**Ionisation energies of the 56-electron ions La+ to Tl25+: screening and the choice of configuration average**

The table holds ΔSCF ionisation energies from B-spline radial code 1 at the Dirac-Coulomb Hartree-Fock level with Breit, QED and recoil terms, for the nl average and for the jj configuration that fills low j first, beside NIST values. The program tests screened hydrogenic scaling on the four 4f10 rows, and a frozen-orbital model that writes the difference between the two averages as a spin-orbit share plus an exchange count from 3j symbols. Counted screening is 5 to 18 % high relative to the nl values, while a fitted line in the effective charge holds within 0.3 %. The spin-orbit share reproduces Nd4+ (−1.43 against −1.40 eV) but gives only 54 % of the Coulomb-only difference in Pt22+, where the exchange count adds roughly −1 eV and leaves 0.2 to 0.4 eV unexplained. The output also lists the Breit and QED shifts, largest for the 5s electron of Tm13+, and the deviations from NIST, whose theory entries are too uncertain to rank the two columns.

Ionisation energies (IE) of 56-electron ions from B-spline radial code 1, by ΔSCF with Dirac-Coulomb Hartree-Fock at the radial basis limit, a Fermi nucleus and first-order Breit, QED and recoil terms. The nl average is over the nl configuration, and "low j first" is the average over the jj configuration that fills j = l − 1/2 first. NIST values run between ground levels. The tabulated ionisation energies of the 4+ ions of Nd are left out, since they fit the removal of another electron than the listed configurations give and so miss the computed values.

## The fit in Python

```python
# Table: Delta-SCF ionisation energies of 56-electron ions, B-spline radial code 1, Dirac-Coulomb Hartree-Fock (nl and jj averages, with Breit, QED, recoil), beside NIST.
# Tested: screened hydrogenic scaling, and jj less nl = spin-orbit share + exchange counting + Breit/QED.
T = {
    'ion': ['La+', 'Nd4+', 'Eu7+', 'Dy10+', 'Tm13+', 'Hf16+', 'Re19+', 'Pt22+', 'Tl25+'],
    'Z': [57, 60, 63, 66, 69, 72, 75, 78, 81],
    'charge': [1, 4, 7, 10, 13, 16, 19, 22, 25],  # e
    'configuration': ['[Xe] 5d2', '[Xe] 4f2', '[Kr] 4d10 4f5 5s2 5p3', '[Kr] 4d10 4f8 5s2', '[Kr] 4d10 4f9 5s1', '[Kr] 4d10 4f10', '[Kr] 4d10 4f10', '[Kr] 4d10 4f10', '[Kr] 4d10 4f10'],
    'jj_cfg': ['(5d3/2)2 → (5d3/2)1', '(4f5/2)2 → (4f5/2)2 (5p1/2)2 (5p3/2)3', '(4f5/2)5 (5p1/2)2 (5p3/2)1 → (4f5/2)5 (5p1/2)2', '(4f5/2)6 (4f7/2)2 → (4f5/2)6 (4f7/2)1', '(4f5/2)6 (4f7/2)3 → (4f5/2)6 (4f7/2)3', '(4f5/2)6 (4f7/2)4 → (4f5/2)6 (4f7/2)3', '(4f5/2)6 (4f7/2)4 → (4f5/2)6 (4f7/2)3', '(4f5/2)6 (4f7/2)4 → (4f5/2)6 (4f7/2)3', '(4f5/2)6 (4f7/2)4 → (4f5/2)6 (4f7/2)3'],
    'ie_nl': [9.81963, 68.3122, 117.005, 176.69, 280.088, 375.891, 507.47, 655.486, 819.618],  # eV
    'ie_jj': [9.9304, 66.9146, 114.952, 174.819, 280.014, 373.793, 504.853, 652.262, 815.685],  # eV
    'diff': [0.11, -1.4, -2.05, -1.87, -0.07, -2.1, -2.62, -3.22, -3.93],  # eV
    'tab': [11.18496, None, 120.0, 192.0, 295.0, 399.0, 520.0, 660.0, 820.0],  # eV
    'tab_kind': ['measured', None, 'theory', 'theory', 'theory', 'theory', 'theory', 'theory', 'theory'],
    'unc': [6e-05, None, 6.0, 10.0, 15.0, 20.0, 30.0, 30.0, 40.0],  # eV
}
import numpy as np
from scipy.constants import physical_constants as pc
from scipy.integrate import cumulative_trapezoid as ct
from sympy import Rational as R
from sympy.physics.wigner import wigner_3j as w3
Ry = pc['Rydberg constant times hc in eV'][0]; Ha = 2*Ry
ion = T['ion']; Z = np.array(T['Z'], float); a = np.array(T['ie_nl'], float); b = np.array(T['ie_jj'], float); d = b-a
sh = ['5d', '5p', '5p', '4f', '5s', '4f', '4f', '4f', '4f']; n = np.array([int(s[0]) for s in sh])
# same runs: ionisation energies (eV) without Breit, QED, recoil
ca = np.array([9.810197, 68.35951, 117.0985, 176.5854, 280.4601, 375.8185, 507.4065, 655.4452, 819.6141])
cb = np.array([9.922351, 66.94559, 115.0172, 174.6638, 280.3826, 373.651, 504.7009, 652.1095, 815.5425])
ze = n*np.sqrt(a/Ry); dc = cb-ca
print('ion, shell, Z_eff, sigma, IE rise per proton (eV), jj-nl (eV, % of IE), jj-nl Coulomb only (eV)')
for i in range(9):
    st = 'first' if i == 0 else f'{(a[i]-a[i-1])/(Z[i]-Z[i-1]):.1f}'
    print(f'{ion[i]:6s}{sh[i]} {ze[i]:6.2f} {Z[i]-ze[i]:6.2f} {st:>6s} {d[i]:+.3f} {100*d[i]/a[i]:+.2f}% {dc[i]:+.3f}')
print('ion, Breit+QED+recoil in nl and jj IE, nl-NIST, jj-NIST, uncertainty (eV), |nl-NIST|/uncertainty')
for i in range(9):
    t, u = T['tab'][i], T['unc'][i]
    s = 'no reference' if t is None else f'{a[i]-t:+.2f} ({100*(a[i]-t)/t:+.1f}%) {b[i]-t:+.2f} {u:g} {abs(a[i]-t)/u:.3g} {T["tab_kind"][i]}'
    print(f'{ion[i]:6s}{a[i]-ca[i]:+.3f} {b[i]-cb[i]:+.3f} {s}')
f = slice(5, 9); pr = lambda x, p=2: ' '.join(f'{v:+.{p}f}' for v in x)
print('4f10 rows only (same shell change); IE rounding up to 0.0005 eV; errors in %, Hf to Tl')
s1 = np.mean(Z[f]-ze[f]); p2 = np.polyfit(Z[f], ze[f], 1); p3 = np.polyfit(Z[f], a[f], 2)
for lab, z in [('counted sigma 49.15', Z-46-9*0.35), (f'fitted sigma {s1:.2f}', Z-s1), (f'Z_eff slope {p2[0]:.3f} per proton', np.polyval(p2, Z))]:
    print(f' {lab}: {pr(100*(Ry*z[f]**2/16/a[f]-1))}')
d2 = np.diff(a[f], 2); print(f' second differences {pr(d2)} eV, hydrogenic {18*Ry/16:.2f} eV')
for i in (4, 3):
    e1, e2 = Ry*np.polyval(p2, Z[i])**2/16, np.polyval(p3, Z[i])
    print(f' extended to {ion[i]}: {e1:.0f} (slope fit), {e2:.0f} (parabola) eV; table higher by {a[i]-e1:.0f}, {a[i]-e2:.0f} eV')
q = np.polyfit(np.log(Z[f]), np.log(-d[f]), 1); pw = -np.exp(np.polyval(q, np.log(Z)))
print(f' jj-nl ~ Z^{q[0]:.2f}, residuals {pr(pw[f]-d[f], 3)} eV; gives {pw[3]:+.2f} for Dy10+, table {d[3]:+.2f}')
w = lambda j, k, J: float(w3(j, k, J, R(1, 2), 0, -R(1, 2))**2)
same = lambda j, k: float((2*j+1)/(2*j))*w(j, k, j)
av = lambda l, k: (2*l+1)/(4*l+1)*float(w3(l, k, l, 0, 0, 0)**2)
def coef(l, j, J, nj, nJ): return np.array([(nj-1)*same(j, k)+nJ*w(j, k, J)-(nj+nJ-1)*av(l, k) for k in range(2, 2*l+1, 2)])
c10 = coef(3, R(7, 2), R(5, 2), 4, 6); c8 = coef(3, R(7, 2), R(5, 2), 2, 6)
print('exchange part of jj-nl, coefficients of F2, F4, F6 within the ionised shell')
print(f' La+ {pr(coef(2, R(3,2), R(5,2), 2, 0), 4)}; Nd4+ {abs(coef(1, R(3,2), R(1,2), 4, 2)[0]):.4f}; Eu7+ {pr(coef(1, R(3,2), R(1,2), 1, 2), 4)}')
print(f' 4f8 {pr(c8, 4)}; 4f10 {pr(c10, 4)}; ratio {c8[0]/c10[0]:.2f}')
# same runs: orbital energies (hartree), Slater integrals (eV), total energies (hartree)
p12, p32, nd4f, f52, f72, F0 = 2.640295, 2.482141, 2.249239, 24.30274, 24.14738, 55.04344
Dp, Df = (p12-p32)*Ha, (f52-f72)*Ha
print(f'Nd4+: 5p splitting {Dp:.2f}, one third {-Dp/3:+.2f}, Coulomb only {dc[1]:+.2f}, table {d[1]:+.2f} eV')
print(f'Nd4+ jj: binding 4f5/2 {nd4f*Ha:.2f}, 5p3/2 {p32*Ha:.2f}, relaxation {p32*Ha-cb[1]:.2f} eV')
km = (6*f52+8*f72)/14*Ha
print(f'Pt22+ nl: mean 4f binding {km:.2f}, relaxation {km-ca[7]:.2f} eV; splitting {Df:.2f} eV')
print(f'Pt22+: 6/14 share {-3*Df/7:+.2f} eV = {100*3*Df/7/-dc[7]:.0f}% of Coulomb only {dc[7]:+.2f}; left {dc[7]+3*Df/7:+.2f} eV')
r = np.linspace(1e-3, 200, 40001); P = r**8*np.exp(-r/2)
Fh = np.array([ct(P*r**(-k-1.)*ct(P*r**k, r, initial=0), r)[-1] for k in (0, 2, 4, 6)]); hy = Fh[1:]/Fh[0]
nd = np.array([13.8436, 8.741217, 8.741217*hy[2]/hy[1]])/28.55908
tot = np.array([15*same(R(5,2), k)+6*same(R(7,2), k)+24*w(R(5,2), k, R(7,2))-45*av(3, k) for k in (2, 4, 6)])
for lab, x in [('Nd4+ ratios', nd), ('hydrogenic ratios', hy)]:
    ex = c10 @ x*F0; rem = dc[7]+3*Df/7-ex
    print(f' {lab} Fk/F0 {pr(x)}: exchange {ex:+.2f}, remainder {rem:+.2f} eV (= splitting {-100*rem/(6-54/14)/Df:.1f}% larger in ion)')
    print(f'   total energy jj-nl: model {-(6-60/14)*Df-tot @ x*F0:+.1f}, runs {(-18236.83+18236.51)*Ha:+.1f} eV, rounding {0.01*Ha:.1f}')
# same runs: Tm14+ less Tm13+ (hartree): Gaunt, retardation, self-energy, Uehling
tm = Ha*np.array([15.01337-15.02127, -1.584445+1.585251, 10.72728-10.73491, -1.867116+1.868375])
print(f'Tm13+ Gaunt, retardation, self-energy, Uehling {pr(tm, 3)}, sum {tm.sum():+.3f} eV')
print(f'Tm13+ 10 to 30% of self-energy part: {-0.1*tm[2]:.2f} to {-0.3*tm[2]:.2f} eV')
assert d[0] > 0 and all(d[1:] < 0) and np.argmin(abs(d)) == 4
assert abs(-Dp/3-d[1]) < 0.1 and 3*Df/7 < 0.7*abs(d[7])
assert all(abs(d2/(18*Ry/16)-1) < 0.15) and all(np.diff(d[f]) < 0)
assert all(T['unc'][i] > abs(d[i]) for i in range(2, 9))
```

Printed output:

```
ion, shell, Z_eff, sigma, IE rise per proton (eV), jj-nl (eV, % of IE), jj-nl Coulomb only (eV)
La+   5d   4.25  52.75  first +0.111 +1.13% +0.112
Nd4+  5p  11.20  48.80   19.5 -1.398 -2.05% -1.414
Eu7+  5p  14.66  48.34   16.2 -2.053 -1.75% -2.081
Dy10+ 4f  14.41  51.59   19.9 -1.871 -1.06% -1.922
Tm13+ 5s  22.69  46.31   34.5 -0.074 -0.03% -0.077
Hf16+ 4f  21.02  50.98   31.9 -2.098 -0.56% -2.167
Re19+ 4f  24.43  50.57   43.9 -2.617 -0.52% -2.706
Pt22+ 4f  27.76  50.24   49.3 -3.224 -0.49% -3.336
Tl25+ 4f  31.05  49.95   54.7 -3.933 -0.48% -4.072
ion, Breit+QED+recoil in nl and jj IE, nl-NIST, jj-NIST, uncertainty (eV), |nl-NIST|/uncertainty
La+   +0.009 +0.008 -1.37 (-12.2%) -1.25 6e-05 2.28e+04 measured
Nd4+  -0.047 -0.031 no reference
Eu7+  -0.094 -0.065 -3.00 (-2.5%) -5.05 6 0.499 theory
Dy10+ +0.105 +0.155 -15.31 (-8.0%) -17.18 10 1.53 theory
Tm13+ -0.372 -0.369 -14.91 (-5.1%) -14.99 15 0.994 theory
Hf16+ +0.073 +0.142 -23.11 (-5.8%) -25.21 20 1.16 theory
Re19+ +0.064 +0.152 -12.53 (-2.4%) -15.15 30 0.418 theory
Pt22+ +0.041 +0.152 -4.51 (-0.7%) -7.74 30 0.15 theory
Tl25+ +0.004 +0.142 -0.38 (-0.0%) -4.32 40 0.00955 theory
4f10 rows only (same shell change); IE rounding up to 0.0005 eV; errors in %, Hf to Tl
 counted sigma 49.15: +18.12 +11.97 +7.98 +5.25
 fitted sigma 50.43: +5.21 +1.12 -1.42 -3.07
 Z_eff slope 1.113 per proton: +0.30 -0.27 -0.20 +0.19
 second differences +16.44 +16.12 eV, hydrogenic 15.31 eV
 extended to Tm13+: 267 (slope fit), 261 (parabola) eV; table higher by 13, 20 eV
 extended to Dy10+: 176 (slope fit), 161 (parabola) eV; table higher by 1, 15 eV
 jj-nl ~ Z^5.33, residuals -0.003 +0.005 +0.004 -0.005 eV; gives -1.32 for Dy10+, table -1.87
exchange part of jj-nl, coefficients of F2, F4, F6 within the ionised shell
 La+ +0.0349 -0.0317; Nd4+ 0.0000; Eu7+ +0.0400
 4f8 -0.0810 -0.0163 +0.0576; 4f10 -0.0540 -0.0108 +0.0384; ratio 1.50
Nd4+: 5p splitting 4.30, one third -1.43, Coulomb only -1.41, table -1.40 eV
Nd4+ jj: binding 4f5/2 61.20, 5p3/2 67.54, relaxation 0.60 eV
Pt22+ nl: mean 4f binding 658.90, relaxation 3.45 eV; splitting 4.23 eV
Pt22+: 6/14 share -1.81 eV = 54% of Coulomb only -3.34; left -1.52 eV
 Nd4+ ratios Fk/F0 +0.48 +0.31 +0.23: exchange -1.14, remainder -0.38 eV (= splitting 4.2% larger in ion)
   total energy jj-nl: model -9.0, runs -8.7 eV, rounding 0.3
 hydrogenic ratios Fk/F0 +0.56 +0.37 +0.28: exchange -1.30, remainder -0.22 eV (= splitting 2.4% larger in ion)
   total energy jj-nl: model -9.2, runs -8.7 eV, rounding 0.3
Tm13+ Gaunt, retardation, self-energy, Uehling -0.215 +0.022 -0.208 +0.034, sum -0.366 eV
Tm13+ 10 to 30% of self-energy part: 0.02 to 0.06 eV
```
